**Question**

The table describes the bonds of a silylamine radical in which nitrogen (atom 2) holds two SiH₃ groups (silicon atoms 3 and 4) and one SiH₂ group (silicon atom 1). Atoms 5 to 12 are hydrogen. Each row belongs to a bond critical point, where the electron density is lowest along the bond path and highest across it. The rows run from the highest density to the lowest.

QTAIM bond critical points of the neutral doublet radical [SiH2]N([SiH3])[SiH3], from a gas-phase CAM-B3LYP/def2-TZVP single point with PySCF 2.14.0 at the GFN2-xTB geometry. The energy density is the sum of the kinetic and potential energy densities.

| row | density (a.u.) | first atom | second atom | laplacian (a.u.) | ellipticity | energy density (a.u.) |
| --- | --- | --- | --- | --- | --- | --- |
| 1 | 0.128 | 3.000 | 9.000 | 0.172 | 0.029 | -0.082 |
| 2 | 0.128 | 3.000 | 8.000 | 0.172 | 0.026 | -0.082 |
| 3 | 0.128 | 4.000 | 12.000 | 0.174 | 0.026 | -0.082 |
| 4 | 0.127 | 4.000 | 11.000 | 0.171 | 0.027 | -0.082 |
| 5 | 0.127 | 1.000 | 5.000 | 0.168 | 0.094 | -0.082 |
| 6 | 0.127 | 2.000 | 4.000 | 0.496 | 0.063 | -0.059 |
| 7 | 0.126 | 3.000 | 7.000 | 0.165 | 0.029 | -0.081 |
| 8 | 0.126 | 4.000 | 10.000 | 0.165 | 0.029 | -0.081 |
| 9 | 0.126 | 2.000 | 3.000 | 0.503 | 0.071 | -0.057 |
| 10 | 0.126 | 1.000 | 6.000 | 0.164 | 0.092 | -0.080 |
| 11 | 0.124 | 1.000 | 2.000 | 0.488 | 0.115 | -0.057 |

(a) The densities are nearly equal. Are the bonds therefore alike?

(b) Why do rows 5, 10 and 11 have the largest ellipticities, and does row 11 show special π bonding between nitrogen and the radical centre?

**Model answer**

(a) No. Rows 6, 9 and 11 are Si–N bonds, the others Si–H, and the order by density mixes them. The Si–N bonds are 0.28 Å longer on average, yet their mean density is only about 1 % lower. Their laplacian, however, is about three times as large.

The laplacian $\nabla^2\rho$ is the sum of three curvatures of the density $\rho$:

$$\nabla^2\rho=\lambda_1+\lambda_2+\lambda_3 .$$

Here $\lambda_1$ and $\lambda_2$ are the negative curvatures across the bond, and $\lambda_3$ is the positive one along it. Of the mean difference of 0.327 a.u. between the two bond types, 0.307 comes from $\lambda_3$. Across the bond the two types look much alike; along it, the density of Si–N lies in a much sharper valley.

The position of the valley helps to explain this. In every bond the critical point lies only about 0.7 Å from silicon, at the edge of its core, because the partner draws valence charge away from silicon. Nitrogen does so more strongly than hydrogen, which fits its more negative Hirshfeld charge, and the point lies slightly closer to the steep silicon core. The density around nitrogen should also fall off more steeply than that around hydrogen. Both are expected to sharpen the valley, but their shares were not separated. Nitrogen is also farther from the point than hydrogen is, but it brings more valence electrons. That these two effects nearly cancel is a plausible reason for the similar densities, not one that the numbers isolate.

The energy density, kinetic plus potential, is negative in every row, as in bonds with shared electrons. In Si–N it is about 0.7 times as large in size as in Si–H, while the kinetic energy density per unit of density is about one and a half times as large. Both are therefore polar shared bonds, with Si–N nearer to the closed-shell side.

(b) Rows 5, 10 and 11 are the three bonds of atom 1, which carries about three quarters of the unpaired spin. The ellipticity,

$$\varepsilon=\lambda_1/\lambda_2-1 ,$$

measures how unequal the two cross curvatures are. Seen along any bond of an SiH₃ silicon, three other bonds surround the axis in a nearly threefold pattern. Exact threefold symmetry would make the two curvatures equal.

At atom 1 a half-filled orbital takes the place of one of these bonds, so the pattern is broken. The density then falls off more gently in one direction. The softer curvature is about 7 % smaller than in the corresponding bonds elsewhere, for both Si–H and Si–N, while the steeper one changes by about 3 % or less.

The Si–N bonds also have a source of ellipticity at their other end. Nitrogen is nearly planar, so its lone pair makes the direction perpendicular to that plane differ from the direction within it. Hydrogen has no such lone pair. This is the likely reason why rows 6 and 9 lie above the Si–H bonds of the SiH₃ groups.

Row 11 should combine both causes. Suppose that the radical centre raises the ellipticity of Si–N by as much as it raises that of Si–H. Starting from the mean of rows 6 and 9,

$$\varepsilon_{11}\approx0.067+(0.093-0.028)=0.132 .$$

The calculation gives 0.115, so the estimate, which does not use row 11, is about 15 % too high. Full addition requires both effects to soften the density in the same direction; a turn between the two directions would lower the sum. The geometry fits such a turn: seen along the Si–N bond, the open side of atom 1 points a little over a third of a right angle away from the perpendicular to nitrogen's plane. The directions of the curvatures themselves were not compared. Since the Si–H bonds of atom 1 show a rise that is even somewhat larger, row 11 alone is no evidence of special π bonding.

**Remarks on the reasoning**

One error to avoid is to call a bond ionic because its laplacian is positive. By that rule even Si–H would be ionic here. In the corresponding C–H and C–N bonds the laplacian is usually negative, because the critical point lies within the shared valence charge and not at the edge of a core.

A second error is to explain every step in the density column. Within one bond type the steps are 2 % or less. They partly follow bond length: among the Si–H bonds of the SiH₃ groups, the two longest (rows 7 and 8) have the lowest densities, and the longest Si–N bond, row 11, ends the table. These lengths come from a tight-binding geometry, however, so the fine order should not be given a chemical cause of its own.

A third is to read equal density as equal strength. Silylamines serve as precursors for silicon nitride films, where it matters which bond breaks first; the near-equality found here does not answer that. The printed analysis after this text gives the curvatures and distances bond by bond.

Output of the analysis:

```
Lengths in angstrom and curvatures in a.u.:
  row  bond length  point to Si  point to partner  steeper cross curvature  softer cross curvature  curvature along bond  kinetic energy density per density
    1        1.461       0.7162            0.7448                  -0.2149                 -0.2088                0.5957                              0.9766
    2        1.461       0.7219            0.7391                  -0.2144                  -0.209                0.5954                              0.9766
    3         1.46       0.7183            0.7417                  -0.2141                 -0.2087                0.5968                              0.9805
    4        1.462       0.7191            0.7429                  -0.2133                 -0.2077                 0.592                              0.9823
    5         1.46       0.7275            0.7325                  -0.2119                 -0.1936                0.5735                              0.9764
    6        1.743       0.7032              1.04                  -0.2076                 -0.1953                0.8989                               1.441
    7        1.467        0.726             0.741                  -0.2111                 -0.2052                0.5813                              0.9702
    8        1.467       0.7258            0.7412                  -0.2108                 -0.2049                0.5806                              0.9702
    9        1.741       0.7017             1.039                   -0.208                 -0.1942                0.9052                                1.45
   10        1.464       0.7202            0.7438                  -0.2078                 -0.1903                0.5621                              0.9603
   11        1.748       0.7029             1.045                  -0.2014                 -0.1807                0.8701                               1.444
Spread of density over all bonds (% of mean): 3.159
Mean density of Si-H bonds (a.u.): 0.127
Mean density of Si-N bonds (a.u.): 0.1257
Mean length of Si-N minus Si-H (angstrom): 0.2812
Mean laplacian of Si-N over Si-H (ratio): 2.935
Mean laplacian of Si-N minus Si-H (a.u.): 0.3268
Part of that difference from curvature along the bond (a.u.): 0.3067
Mean energy density of Si-N over Si-H (ratio): 0.7076
Mean kinetic energy density per density in Si-H (a.u.): 0.9741
Mean kinetic energy density per density in Si-N (a.u.): 1.445
Mean ellipticity of Si-H away from atom 1: 0.02767
Mean ellipticity of Si-H at atom 1: 0.093
Mean ellipticity of Si-N away from atom 1: 0.067
Ellipticity of row 11 if the two effects simply add: 0.1323
That estimate minus the computed ellipticity of row 11: 0.01733
Si-H, softer cross curvature at atom 1 against elsewhere (% change of size): -7.421
Si-H, steeper cross curvature at atom 1 against elsewhere (% change of size): -1.534
Si-N, softer cross curvature at atom 1 against elsewhere (% change of size): -7.235
Si-N, steeper cross curvature at atom 1 against elsewhere (% change of size): -3.061
Density of row 3 minus row 5 at equal bond length, from the further outputs (a.u.): 0.00089
```
